**Estimating the gap of squeezed or stretched MgS by hand**

I work on a process in which MgS ends up slightly compressed or stretched, equally in all directions, and I would like to know its band gap at a given strain without running a calculation each time. I have these results from three density functionals:

Rocksalt MgS (2-atom cell, conventional a = 5.203 Å, relaxed with r2SCAN) under hydrostatic strain, given as change in length, positive for stretching. Ansatz 0.2.0, plane-wave PAW DFT without spin polarisation, k mesh 6×6×6 for HSE06 and 8×8×8 for PBE and r2SCAN. Gap changes are relative to the unstrained cell with the same functional.

```tsv
functional	strain (%)	band gap (eV)	band gap change (eV)	least direct gap change (eV)
HSE06	-5	4.157	0.353	1.434
HSE06	5	3.433	-0.371	-1.138
HSE06	5.19	3.418	-0.385	-1.176
PBE	-5	3.098	0.308	1.336
PBE	5	2.465	-0.326	-1.048
PBE	5.19	2.452	-0.338	-1.083
r2SCAN	-5	3.769	0.306	1.240
r2SCAN	5	3.136	-0.327	-1.123
r2SCAN	5.19	3.123	-0.340	-1.160
```

Is there a rule simple enough for a pocket calculator? Does it depend on the functional, and how far can I trust it?

**Answer**

Yes. Work out by what fraction the volume changes, and multiply by one energy:

$$\Delta E_g \approx -D\,\frac{\Delta V}{V},\qquad \frac{\Delta V}{V}=(1+\varepsilon)^3-1 .$$

Here $\Delta E_g$ is the band gap change and $\varepsilon$ is the strain as a fraction of length, so that −5 % means $\varepsilon=-0.05$. The constant $D$ is 2.1 eV for PBE and r2SCAN, and 2.4 eV for HSE06. The minus sign says that the gap opens when the crystal is squeezed and closes when it is stretched.

**Why the gap behaves like this**

MgS is largely ionic. In the usual ionic picture the highest filled states sit mostly on sulfur, while magnesium has a large share in the lowest empty ones, though sulfur takes part in them too. An electron on sulfur is held by the positive ions around it, and an electron on magnesium is repelled by the negative ions around it. Moving the ions closer strengthens both effects and drives filled and empty states apart. The empty states are also expected to be partly antibonding, so they rise further as neighbouring orbitals overlap more.

Compression widens the bands too, which tends to narrow the gap. So there are effects of both signs, and a picture this simple cannot say which wins. The table can: the gap opens on compression, so in MgS the effects that drive the states apart are the stronger. How much each contributes to the 2.1 eV remains open. Silicon is a useful contrast: its lowest empty states also lie towards X, but it has no ionic contrast between its atoms, and its gap is known to shrink under pressure. Silicon also has a different crystal structure, so the contrast is a caution and not a proof. For another material, do not carry over even the sign unchecked: it depends on the structure, on how ionic the material is, and on which orbitals form the band edges.

One constant is enough because the gap joins the same two points of the Brillouin zone throughout: the top of the filled bands at Γ and the bottom of the empty bands at X. As long as the edges do not change identity, the gap is a smooth function of volume, and a smooth function is nearly a straight line over a short range.

**Two rows worked through**

Take r2SCAN at −5 %. The volume factor is $0.95^3=0.857$, so $\Delta V/V=-0.143$. The rule gives $-2.1\times(-0.143)=+0.30$ eV, and the table has 0.306 eV. The unstrained gap is $3.769-0.306=3.463$ eV, so the estimate for the squeezed crystal is 3.76 eV.

Now take HSE06 at +5 %. The volume factor is $1.05^3=1.158$, and the rule gives $-2.4\times0.158=-0.38$ eV, against −0.371 eV in the table.

For small strains there is a shortcut. The volume changes by three times the length strain, so each per cent of length is worth about 0.06 eV with PBE or r2SCAN. A strain of 0.1 %, more typical of a real process, shifts the gap by only about 6 meV. If the strain comes from heating, remember that lattice vibrations move the gap as well, and these calculations leave them out.

**What the functional changes**

PBE and r2SCAN disagree about the gap itself by 0.67 eV, yet their changes under strain agree to within 2 meV. This is why the rule is in electronvolts and not in per cent of the gap. With PBE, compression by 5 % opens the gap by 11 %. Applied to the larger r2SCAN gap, that percentage would predict 0.38 eV instead of 0.306 eV.

HSE06 responds about 14 % more strongly. Its gap exceeds that of PBE by 1.06 eV in the squeezed crystal, but by only 0.97 eV in the crystal stretched by 5 %. HSE06 replaces part of the PBE exchange by exact exchange, which opens the gap, and the numbers show that this opening weakens as the ions move apart. A plausible reason is that exchange acts more strongly on a more compact charge cloud, though these results do not test that.

In practice, take the constant that belongs to the functional that gave your starting gap. The unstrained gaps to which you add the change are 2.79 eV with PBE, 3.46 eV with r2SCAN and 3.80 eV with HSE06. PBE is known to make gaps too small. r2SCAN usually does so too, though less, and HSE06 often does in wide-gap solids, so do not take any of the three values for a measured gap. The table contains no measured gaps, so it cannot tell you whether 2.1 or 2.4 eV is closer to the real crystal.

**How accurate it is**

Over the whole table the rule misses the change by at most about 3 %, or 11 meV. That figure describes how well it summarises these rows, since both worked examples helped to set the constants. The 2.1 eV is rounded from a least-squares line through zero change at zero strain, using the six PBE and r2SCAN rows. The 2.4 eV is the rounded average of change divided by volume change over the three HSE06 rows.

A harder test is to set the constant from stretching alone and then predict squeezing. The r2SCAN row at +5 % gives $D=0.327/0.158=2.07$ eV. For −5 % this predicts $2.07\times0.143=0.296$ eV, which is 0.010 eV below the calculated change. One strained calculation on the stretched side would therefore have given you the squeezed side to about 3 % with r2SCAN; the same test misses by about 4 % with PBE and 5 % with HSE06.

You could also make the change proportional to length instead of volume. Equal squeezing and stretching would then give equal changes, whereas the table shows slightly more on stretching. Volume captures this imbalance but overstates it: for 5 % of strain it gives 11 % more change on stretching than on squeezing, where the table has 5 to 7 %. It fits somewhat better, with a typical error of 6 meV against 9 meV for length, a difference that matters little in practice.

**Where it stops working**

The clearest limit lies on the stretched side, and you can see it coming in the column for the least direct gap. A direct gap joins a filled and an empty state at the same point of the zone. In unstrained MgS with r2SCAN it is 4.642 eV, at Γ, well above the indirect gap. At +5 % it has dropped by 1.123 eV while the indirect gap has lost only 0.327 eV, and the distance between the two has shrunk from 1.18 to 0.38 eV.

The empty state at Γ is probably so sensitive because of how its orbitals meet. In a simple picture, built from s orbitals on both ions, each magnesium meets all six sulfur neighbours in an antibonding way at Γ. At X the wave changes sign along one axis, so two of the six contacts become bonding and cancel part of the effect. Stretching the crystal therefore relieves the state at Γ more than the one at X. The picture leaves out d orbitals, which by symmetry can mix into such a state at X but not at Γ. The results list no orbital weights, so this remains an argument from theory.

If the trend continues, the state at Γ becomes the lowest empty one and MgS turns into a direct-gap material. Straight-line extrapolations for the three functionals put this somewhere between 6.5 and 8 % strain, beyond the last row. The distance between the two gaps shrinks more slowly the further the crystal is stretched, so each of these lines probably reaches zero too soon, including the r2SCAN line that sets the late end; PBE sets the early end. Even +5 % already means a tension of about 8.7 GPa with r2SCAN. Treat the range as a warning zone and not as a predicted value. Past that point the gap would follow the direct one and close about three times as fast, and the rule would underestimate the change more and more.

On the squeezed side the table ends at −5 %, which already takes about 17 GPa with r2SCAN. The indirect gap still runs from Γ to X there, but no row tests stronger compression. Higher up at X lies a second empty state, expected to be d-like and to come down on squeezing rather than rise. If it drops below the first, the gap would still be labelled Γ to X but would start to close, so the labels alone would not warn you. The least direct gap, however, has moved from Γ to X by then with r2SCAN, so do not draw one line through its whole column.

The rule also assumes equal strain in all directions. If you squeeze MgS along one cube axis only, the three equivalent X valleys no longer have the same energy, and the threefold top of the filled bands splits as well. The gap is set by the lowest empty and the highest filled of these levels, so for small strains it comes out at or below the volume estimate, whichever way you strain the crystal.
